Why should the outermost planes of a thin metal slab hold more of the electronic states near the Fermi level than the planes between them? In the tungsten slab below, all six planes contain the same element, with one atom per cell. If the position of an atom made no difference, each plane would hold one sixth, or 0.167, of the states in any energy window.

Ansatz 0.2.0, scalar-relativistic LDA with plane waves and PAW, for a six-plane W(100) slab cut from the fcc crystal, with the lower three planes held during relaxation. Cutoff 420 eV, 20 × 20 × 1 k mesh, Gaussian smearing 0.1 eV, no spin polarization. Shares are for states from 0 to 0.25 eV above the Fermi level; heights are measured from the top atom.

| row | plane share | plane formula | plane height (Å) |
| --- | --- | --- | --- |
| 1 | 0.217 | W | -9.280 |
| 2 | 0.168 | W | -7.250 |
| 3 | 0.128 | W | -5.220 |
| 4 | 0.138 | W | -3.496 |
| 5 | 0.123 | W | -1.708 |
| 6 | 0.227 | W | 0.000 |

The plane share is the fraction of the states between the Fermi level and 0.25 eV above it that sits on a given plane. The plane height is measured from the top atom, so row 1 is the bottom face and row 6 the top face. The two faces together hold 44 % of the states, although they are only a third of the atoms. Plane 2 holds almost exactly an equal share, and planes 3 to 5 hold less.

The two faces are not copies of each other. The slab was cut from face-centred cubic tungsten, not from the ordinary body-centred metal, and its lower three planes were held at their bulk positions. The upper planes were free to move and drew together, to spacings 12 to 16 % smaller than the 2.03 Å below. So large a contraction through all the free planes is more than the usual relaxation of a surface. It is expected for face-centred tungsten, which is unstable and can lower its energy by shrinking along one axis towards the body-centred form. The profile therefore compares a frozen face with a relaxed one, and the inner planes differ in their bond lengths too.

## Fewer bonds, narrower band

Two limiting cases show why a surface atom can hold more states near the Fermi level. In an isolated atom the d levels lie at one energy, so a window placed there catches them all. Deep inside a metal, electrons hop to many neighbours, and the same levels spread over a band several electronvolts wide, of which a narrow window catches only a small part. A surface atom has lost some of its neighbours and lies between these limits: its local band is narrower, and because it holds the same number of states, it must be taller.

Where the Fermi level lies decides whether this extra height counts. In tungsten the d band is roughly half full, so the Fermi level falls near the middle, where a narrower band gains states. Near a band edge the same narrowing could remove states from the window. To guess the trend for another metal surface, one should therefore ask first how many bonds its atoms have lost, and then how full the d band is.

The argument becomes a number through the second moment of the local band. The width $w_i$ on plane $i$ grows as the square root of the summed squared hoppings to its neighbours. Hopping between d orbitals falls roughly as the fifth power of the distance $r_{ij}$, so its square falls as the tenth. With the height of the band taken as the inverse of its width, the share $s_i$ is

$$
w_i \propto \Big(\sum_j r_{ij}^{-10}\Big)^{1/2}, \qquad s_i = \frac{1/w_i}{\sum_k 1/w_k}.
$$

Only the nearest neighbours are counted: four in the same plane and four in each adjacent plane. The formula has no adjustable constant, so every row tests it. It leaves out the detailed shape of the band, which matters for a window as narrow as this one.

## One estimate in full

The top plane shows how bond length competes with the number of bonds. Its atom has four neighbours in its own plane at 2.871 Å and four below at 2.653 Å. With the longer bond as the unit, the summed squared hopping is

$$
4 + 4\left(\frac{2.871}{2.653}\right)^{10} \approx 12.8.
$$

An inner atom with twelve of the longer bonds would have 12. The relaxed surface atom has lost four neighbours, yet its shorter bonds make up for the loss, and its band should be about as wide as that of an uncompressed inner atom. The inverse square root of 12.8 is 0.279, and the six planes together give 1.616. The estimated share is $0.279/1.616 \approx 0.173$, hardly more than an equal share and slightly less than the formula gives plane 2, whereas the calculation gives 0.227.

At the bottom face the bonds keep their full length, and nothing makes up for the missing neighbours. Here the formula gives 0.219, against a computed 0.217. So close a match may be partly luck, since in the other windows this face holds anything from 0.20 to 0.31. The formula also puts plane 2 above the other inner planes, as the calculation does, because all twelve of its bonds are long. Compression then widens the local bands further up and lowers the estimated shares of planes 3 to 5.

Over the whole slab the success is modest. On average the faces hold 1.59 times as much as the inner planes, while the formula gives 1.29. A bare count of neighbours, eight outside and twelve inside, gives 1.22 and describes the six shares almost as well; the output after the text compares the two. Band narrowing thus yields the right sign and up to half of the surplus, but these data do not establish the part played by bond length.

## What the top plane adds

With bond lengths included, the missing part of the surplus lies at the top plane; with the bare count, both faces fall short. The other energy windows of the same calculation give a hint of its origin. If the local bands were smooth and differed only in width, a plane's share should change gradually with energy. Instead, the top plane holds 0.32 of the states just below the Fermi level, 0.17 between 0.5 and 1 eV above it, and 0.26 in the next window up. Such jumps show that the detailed shape of the bands matters. Narrowing can shift their peaks, but particular groups of states may also favour this plane.

Theory offers a natural candidate. The broken symmetry at a surface can produce surface states, which fade into the metal, and surface resonances, which gather at the surface but mix with bulk states. Either could raise the top plane's share near the Fermi level beyond what narrowing provides. Just below the Fermi level the share drops from 0.32 on the top plane to 0.13 on the next, as a state concentrated at the surface would make it do.

This is still not an identification. The data do not say how the electron density between and outside the planes was divided among them. If the tail that reaches into the vacuum is counted with the nearest plane, both faces gain some share without any surface state. The share of plane 4, an inner plane, also varies by about a factor of two between windows, so variation alone does not mark a surface state. The calculation also omits spin–orbit coupling, which is strong in tungsten and can move levels by an amount comparable with the width of the window. Its Kohn–Sham levels are in any case only approximations to measured energies. Surface states known from ordinary body-centred tungsten cannot simply be carried over to this crystal.

The small rise at plane 4 needs the same caution. Its share is 0.138, between 0.128 on plane 3 and 0.123 on plane 5. When all windows from 2 eV below to 1.5 eV above the Fermi level are combined, the rise disappears: the share falls steadily from plane 1 to plane 5 and then climbs at the top. In the single windows it comes and goes: it appears in four of the eight and is missing in the other four. The rise thus depends on the energy chosen and is not a lasting difference between the planes.

A plausible reason is that electrons confined in a thin slab form standing waves, with more weight on some planes than on others. A narrow window selects only a few of these waves, while a wide one averages over many. There is no thicker slab or denser mesh here to compare with, so a sampling effect remains possible.

## Reading such a profile

The surplus on the two faces is the dependable part of this profile. It survives when the windows are combined, although between 2 and 1 eV below the Fermi level the top plane alone falls to 0.159, just under an equal share. Missing neighbours give a physical reason for part of the surplus. Which face holds more is not dependable: the top leads by only 0.01 here, and between 0.5 and 1 eV the bottom leads clearly. The bottom face is also unrelaxed, with a force of about 1 eV/Å on its atoms, so it should not be taken for a second real surface. Even the free planes keep forces of up to 0.2 eV/Å, so their spacings are not fully settled.

When slabs of different thickness are compared, the ratio of a face plane to an average inner plane is more useful than the share itself. Adding inner planes lowers every share, even if the surface does not change. The ratio avoids this dilution, provided that the added planes resemble those already present. In a slab of six planes none is far from a face, so even the inner average is not yet a bulk value.

A large share in one window is a reason to look for a surface state, not proof of one. The practical rule is to compare neighbouring windows first: a surplus spread over many of them fits band narrowing, while one confined to a few leaves more room for a surface state. The next steps are to repeat the calculation with a thicker slab, and to follow the individual bands and see whether their weight decays inward from the face.

Numerical output:

```
Geometry and shares:
  row  spacing to plane below (angstrom)  contact to plane below (angstrom)  summed squared hopping  computed share  share from neighbour count  share from count and distance  share from -2 to 1.5 eV
    1                                n/a                                n/a                   8.001           0.217                      0.1899                         0.2187                   0.2332
    2                               2.03                              2.871                      12           0.168                      0.1551                         0.1786                    0.155
    3                               2.03                              2.871                   16.48           0.128                      0.1551                         0.1524                    0.143
    4                              1.724                              2.663                   19.72           0.138                      0.1551                         0.1393                   0.1395
    5                              1.788                              2.705                   20.06           0.123                      0.1551                         0.1381                   0.1212
    6                              1.708                              2.653                   12.81           0.227                      0.1899                         0.1729                    0.208
Shares by window (eV):
  row  -2 to -1  -1 to -0.5  -0.5 to -0.25  -0.25 to 0  0.25 to 0.5  0.5 to 1  1 to 1.5
    1    0.2108      0.2018         0.2699      0.2274       0.2066     0.309    0.2282
    2    0.1578      0.1699         0.1703      0.1188       0.1266    0.1624    0.1428
    3    0.1678       0.168         0.1286      0.1095       0.1297    0.1273    0.1206
    4    0.1733      0.1318         0.0883      0.0996       0.1607    0.1247    0.1285
    5    0.1312      0.1296         0.0993      0.1257       0.1263    0.1027    0.1209
    6     0.159      0.1989         0.2436      0.3191       0.2501    0.1739     0.259
Equal share of one plane: 0.1667
Share of the two outer planes together (percent): 44.4
Mean outer share over mean inner share, computed: 1.594
Same ratio from neighbour count: 1.225
Same ratio from count and distance: 1.287
States on the top plane in this window (per cell): 0.3405
Rms miss of equal shares: 0.04163
Rms miss of neighbour count: 0.02686
Rms miss of count and distance: 0.02541
Model less computed share:
  row  neighbour count  count and distance
    1          -0.0271            0.001716
    2         -0.01295             0.01058
    3          0.02705             0.02442
    4          0.01705            0.001301
    5          0.03205             0.01513
    6          -0.0371            -0.05414
```
